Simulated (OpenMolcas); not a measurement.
# As4 (arsenic tetramer): the HOMO–LUMO gap, rung by rung

As4: 4 atoms, total charge 0, spin state singlet. SMILES: `[As]12[As]3[As]1[As]23`. The coordinates come from a PBE0-D4/def2-TZVP relaxation.

```xyz
4

As    0.4082   -1.0376    0.9801
As   -0.2450    1.2812    0.7088
As   -1.2432   -0.4307   -0.6877
As    1.0800    0.1871   -1.0013
```

Quantity: the HOMO–LUMO gap, in eV. The values are calculated.

| level | kind | program | value (eV) |
| --- | --- | --- | --- |
| HF/cc-pVDZ | Hartree–Fock | OpenMolcas | 11.02 |
| SVWN5/cc-pVDZ | LDA | OpenMolcas | 4.36 |
| PBE/cc-pVDZ | GGA | OpenMolcas | 4.39 |
| M06-L/cc-pVDZ | meta-GGA | OpenMolcas | 4.78 |
| B3LYP/cc-pVDZ | global hybrid | OpenMolcas | 5.65 |
| M06-2X/cc-pVDZ | hybrid meta-GGA | OpenMolcas | 7.63 |
| B2PLYP/cc-pVDZ | double hybrid | OpenMolcas | 7.85 |

All-electron rows without a relativistic Hamiltonian named are non-relativistic. The values span 4.36 to 11.02 eV. Orbital gaps aren't excitation energies, and those of double hybrids come from the SCF part alone; they tend to grow with the share of exact exchange.

All the methods give As4 a sizeable gap, as expected for a closed-shell tetrahedral cage in which each atom forms three single bonds and keeps a lone pair of largely s character. The frontier levels are mainly p-derived cage orbitals, bonding when filled and antibonding when empty.

The spread reflects how each method treats the empty level more than any change in bonding. In Hartree–Fock an empty orbital feels the repulsion of all the electrons, so it resembles an electron-attachment level and lies high. In a semilocal functional it feels the same potential as the filled orbitals and lies much lower. LDA and PBE therefore nearly coincide, while B3LYP moves only part of the way towards 11.02 eV. B2PLYP lies slightly above M06-2X despite marginally less exact exchange, so that share alone doesn't fix the order. The Hartree–Fock gap is probably also widened by the lack of diffuse functions, which confines a weakly bound or unbound empty orbital.
